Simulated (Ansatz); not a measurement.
# C: pressure and energy above lowest point against volume per atom

All results are calculated (Ansatz 0.2.0 development build). Equation of state of a cubic crystal from periodic Kohn-Sham density functional theory without spin; pressure corrected for the finite basis.

Cell of the first row (space group Fd-3m, No. 227):
```
cell vectors (Å)
   0.0000     1.7496     1.7496
   1.7496     0.0000     1.7496
   1.7496     1.7496     0.0000
atoms (fractions of the cell vectors)
C   0.00000  0.00000  0.00000
C   0.25000  0.25000  0.25000
```

Settings of every row: formula C; structure type diamond; functional PBE; spin treatment none; k mesh 52x52x52; occupation method fermi-dirac; occupation width 0.061225619 eV; wave cutoff 420 eV; datasets soft-1 PAW; density cutoff ratio 4.

```csv
row,volume per atom (Å³),pressure (GPa),energy above lowest point (meV/atom)
1,5.356,29.776,30.06
2,5.47,18.832,12.84
3,5.584,8.876,3.04
4,5.698,-0.183,0
5,5.812,-8.428,3.11
6,5.926,?,?
7,6.04,-22.758,25.62
```

Question: what pressure and energy above lowest point should row 6 give?

Worked fit of pressure. Take u = (V_r/V)^(2/3) − 1 with V_r = 5.641 Å³ an atom, which is twice the finite (Eulerian) strain; such expansions in the strain, on which the Birch-Murnaghan equation of state is built, carry the rest volume and the bulk modulus. The shown rows have u = 0.03517, 0.02073, 0.00679, -0.00668, -0.01971, -0.04454. Least squares give pressure = 4.2413 + 672.33 × u + 1508.62 × u² + 526 × u³ GPa; a parabola predicts inner rows, each left out in turn, worse (root mean square 0.01 against 0.00062 GPa). All shown rows lie on it to the printed digit. The pressure vanishes at u = -0.0064, or V = 5.696 Å³ an atom, and there the bulk modulus at fixed shape and fractions is B = −V dP/dV = (2/3)(1 + u) dP/du = 433 GPa. The withheld row has u = -0.03232, so the fit gives 4.2413 + 672.33 × (-0.03232) + 1508.62 × (-0.03232)² + 526 × (-0.03232)³ = -15.930 GPa.

The calculation gave -15.931 GPa. The fit lies 0.001 GPa (0.0019 % of the column's range) above it, one unit of the last digit.

Worked fit of energy above lowest point. Take u = (V_r/V)^(2/3) − 1 with V_r = 5.641 Å³ an atom, which is twice the finite (Eulerian) strain; such expansions in the strain, on which the Birch-Murnaghan equation of state is built, carry the rest volume and the bulk modulus. The shown rows have u = 0.03517, 0.02073, 0.00679, -0.00668, -0.01971, -0.04454. Least squares give energy above lowest point = 0.718 + 223.93 × u + 17454.6 × u² − 2819 × u³ meV/atom; a parabola predicts inner rows, each left out in turn, worse (root mean square 0.056 against 0.0068 meV/atom). All shown rows lie on it to the printed digit. Its lowest point lies at u = -0.0064, or V = 5.696 Å³ an atom, and the curvature there gives the bulk modulus at fixed shape and fractions, B = (4/9)(1 + u)² E″(u)/V = 432 GPa. The withheld row has u = -0.03232, so the fit gives 0.718 + 223.93 × (-0.03232) + 17454.6 × (-0.03232)² − 2819 × (-0.03232)³ = 11.81 meV/atom.

The calculation gave 11.82 meV/atom. The fit lies 0.01 meV/atom (0.033 % of the column's range) below it, one unit of the last digit.
